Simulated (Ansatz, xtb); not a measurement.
**C3H4BrNSSi: which of two isomers lies lower**

We compare X, `[SiH3]c1csc(Br)n1`, a singlet, with Y, `[SiH3]c1nc(Br)cs1`, a singlet. Both are isolated molecules in the gas phase, relaxed with PBE0-D3(BJ)/def2-SVP.

Quicker runs give these differences E(Y) − E(X): GFN2-xTB −7.53 kJ/mol; HF/STO-3G +2.00 kJ/mol (at GFN2-xTB geometries); r2SCAN-D4/def2-SVP −3.16 kJ/mol (at GFN2-xTB geometries).

Problem. Which of the two would you expect CCSD(T)/def2-SVP + ΔMP2/def2-TZVPP electronic energies to favour?

Solution. Structure Y; the calculation gives E(Y) − E(X) = −6.66 kJ/mol.

Level by level:

| level | geometry | E(Y) − E(X) (kJ/mol) | departure from the last row (kJ/mol) | job, with rough time for the two |
| --- | --- | --- | --- | --- |
| GFN2-xTB | GFN2-xTB | −7.53 | −0.87 | optimisation, 0.19 s |
| HF/STO-3G | GFN2-xTB | +2.00 | +8.66 | single point, 0.99 s |
| r2SCAN-D4/def2-SVP | GFN2-xTB | −3.16 | +3.50 | single point, 9 s |
| PBE0-D3(BJ)/def2-SVP | PBE0-D3(BJ)/def2-SVP | −5.31 | +1.34 | optimisation, 3.1 min |
| HF/def2-SVP | PBE0-D3(BJ)/def2-SVP | −3.59 | +3.07 | part of the CCSD(T) run |
| MP2/def2-SVP | PBE0-D3(BJ)/def2-SVP | −7.07 | −0.41 | part of the CCSD(T) run |
| CCSD(T)/def2-SVP | PBE0-D3(BJ)/def2-SVP | −5.03 | +1.63 | single point |
| CCSD(T)/def2-SVP + ΔMP2/def2-TZVPP | PBE0-D3(BJ)/def2-SVP | −6.66 |  | single point, 2.9 min |

As drawn, both hold the same kinds of bond in the same numbers.

HF/STO-3G finds them nearly level. The largest departure from CCSD(T)/def2-SVP + ΔMP2/def2-TZVPP is that of HF/STO-3G, 8.66 kJ/mol. A small imaginary or near-zero mode remains, so no thermal terms are given. The last row adds to CCSD(T) the change of the MP2 difference between the two basis sets, here −1.63 kJ/mol.

The correlated steps freeze 23 core orbitals; the filled d shell of Br is correlated, in a basis made for valence electrons. Run with Ansatz 0.2.0, xtb 6.7.1; the last row on 2 threads of Arm Neoverse V1 on a shared host.

Y, the 4-bromo-2-silylthiazole, lies lower by a modest margin, and every level except HF/STO-3G agrees on the sign. The isomers differ only in which substituent takes C2, between nitrogen and sulfur, and which takes C4. Both positions adjoin nitrogen, so the preference reflects the different electronic demands of the two ring carbons rather than a gain or loss of a nitrogen neighbour. C2 is the better site for carbanionic charge, which probably favours the electropositive silyl group there and leaves the electron-withdrawing bromine on the less electron-poor C4. Pi donation from bromine into the C=N bond at C2 would work the other way, which may help keep the gap small.

The preference is already present in HF/def2-SVP, at −3.59 kJ/mol, so it doesn't depend on correlation for its sign. The reversal in HF/STO-3G probably reflects a minimal basis too rigid to describe polarisation around Si, S and Br. Without a charge or orbital analysis, the sigma and pi contributions can't be separated.
